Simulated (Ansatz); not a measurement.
## A series in volume per atom on C

Results calculated with Ansatz 0.2.0 development build, not measured. Equation of state of a cubic crystal from periodic Kohn-Sham density functional theory without spin; pressure corrected for the finite basis.

Cell of the first row (space group Fd-3m, No. 227):
```
C
1.0
      0.0000     1.7496     1.7496
      1.7496     0.0000     1.7496
      1.7496     1.7496     0.0000
C
2
Direct
  0.00000 0.00000 0.00000
  0.25000 0.25000 0.25000
```

Settings of every row: formula C; structure type diamond; functional PBE; spin treatment none; k mesh 18x18x18; occupation method fermi-dirac; occupation width 0.061225619 eV; wave cutoff 700 eV; datasets hard PAW; density cutoff ratio 4.

Limits: the SCF threshold is loose for a stress in some rows.

```
row  volume per atom (Å³)  energy above lowest point (meV/atom)  pressure (GPa)
  1                 5.356                                 30.05          29.803
  2                  5.47                                 12.82          18.837
  3                 5.584                                  3.02            8.86
  4                 5.698                                     0           -0.22
  5                 5.812                                  3.14          -8.485
  6                 5.926                                     ?               ?
  7                  6.04                                 25.75          -22.85
```

Question: what energy above lowest point and pressure should row 6 give?

Worked fit of energy above lowest point. Take u = (V_r/V)^(2/3) − 1 with V_r = 5.641 Å³ an atom, which is twice the finite (Eulerian) strain; such expansions in the strain, on which the Birch-Murnaghan equation of state is built, carry the rest volume and the bulk modulus. The shown rows have u = 0.03517, 0.02073, 0.00679, -0.00668, -0.01971, -0.04454. Least squares give energy above lowest point = 0.707 + 222.64 × u + 17494.5 × u² − 2874 × u³ meV/atom; a parabola predicts inner rows, each left out in turn, worse (root mean square 0.057 against 0.0083 meV/atom). The rows lie off it by 0.00, 0.01, 0.00, 0.00, 0.00, 0.00. Its lowest point lies at u = -0.0064, or V = 5.695 Å³ an atom, and the curvature there gives the bulk modulus at fixed shape and fractions, B = (4/9)(1 + u)² E″(u)/V = 433 GPa. The withheld row has u = -0.03232, so the fit gives 0.707 + 222.64 × (-0.03232) + 17494.5 × (-0.03232)² − 2874 × (-0.03232)³ = 11.88 meV/atom.

The calculation gave 11.89 meV/atom. The fit lies 0.01 meV/atom (0.033 % of the column's range) below it, one unit of the last digit.

Worked fit of pressure. Take u = (V_r/V)^(2/3) − 1 with V_r = 5.641 Å³ an atom, which is twice the finite (Eulerian) strain; such expansions in the strain, on which the Birch-Murnaghan equation of state is built, carry the rest volume and the bulk modulus. The shown rows have u = 0.03517, 0.02073, 0.00679, -0.00668, -0.01971, -0.04454. Least squares give pressure = 4.2145 + 673.879 × u + 1509.09 × u² + 495 × u³ GPa; a parabola predicts inner rows, each left out in turn, worse (root mean square 0.0098 against 0.0003 GPa). All shown rows lie on it to the printed digit. The pressure vanishes at u = -0.0063, or V = 5.695 Å³ an atom, and there the bulk modulus at fixed shape and fractions is B = −V dP/dV = (2/3)(1 + u) dP/du = 434 GPa. The withheld row has u = -0.03232, so the fit gives 4.2145 + 673.879 × (-0.03232) + 1509.09 × (-0.03232)² + 495 × (-0.03232)³ = -16.006 GPa.

The calculation gave -16.006 GPa. The fit meets it to the printed digit.
